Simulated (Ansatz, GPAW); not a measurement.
## Fitting the PBEsol energy curve of Au3Ag

Symmetry: Pm-3m, No. 221, cubic system. Conventional cell: a = 4.122 Å, b = 4.122 Å, c = 4.122 Å, α = 90.00°, β = 90.00°, γ = 90.00°. Around Au (site symmetry 4/mmm) lie 8 Au at 2.91 Å and 4 Ag at 2.91 Å. Around Ag (site symmetry m-3m) lie 12 Au at 2.91 Å.

The cell comes from a database or a generator and needn't be the stable form of this composition.

The cell was scaled at fixed shape and fractions and run with Ansatz, all-electron LAPW, scalar-relativistic; PBEsol, k mesh 7 × 7 × 7 on the cell of 4 atoms, fermi-dirac occupations of 0.05 eV, no spin polarisation, no spin-orbit coupling. Energies are those that the program minimises, any entropy of the smearing included. For a metal such a mesh isn't converged to the digits shown.

| V (Å³/atom) | energy over the lowest row (meV/atom) |
| --- | --- |
| 16.4541 | 4.83 |
| 16.8042 | 0.00 |
| 17.1543 | ? |
| 17.5044 | 11.52 |
| 17.8545 | 25.91 |
| 18.2046 | 44.99 |
| 18.5547 | 68.11 |

Task: Fit the third-order Birch-Murnaghan form, give V0, B0 and B′, and predict the energy left open.

Result: With y = (V0/V)^(2/3), E = E0 + (9 V0 B0/16) [(y - 1)³ B′ + (y - 1)² (6 - 4y)]. Least squares through the rows shown give V0 = 16.8493 Å³/atom, E0 = -0.05 meV, B0 = 159.3 GPa (1 eV/Å³ = 160.218 GPa) and B′ = 6.15, with a largest miss of 0.01 meV. At V = 17.1543 the form with these constants gives 2.58 meV; the run gave 2.58 meV an atom. Other set-ups at this level, from all their volumes (Å³/atom, GPa): GPAW, PAW data sets generated for this functional: V0 17.069, B0 156.6.

The curve places equilibrium at a smaller volume than that of the listed cell, which is therefore stretched at this level of theory. Energy rises faster on compression than on equal expansion, as expected when overlap of the filled d shells and the kinetic energy of the sp electrons stiffen the metal, while cohesion weakens with distance. The sizeable bulk modulus fits a gold-rich alloy: relativistic contraction of the Au 6s shell and the participation of 5d states in bonding make gold stiffer than silver, although the two atoms are nearly equal in size.

The match at the open volume is an interpolation between computed neighbours, so it confirms a smooth curve and a suitable form, not the accuracy of the functional. The GPAW volume of 17.069 Å³/atom against 16.8493 Å³/atom differs by far more than the fitting error would suggest, probably through the treatment of the core and the basis. With only two fitted points on the compressed side, B′ is less well supported as a guide to behaviour under strong pressure.
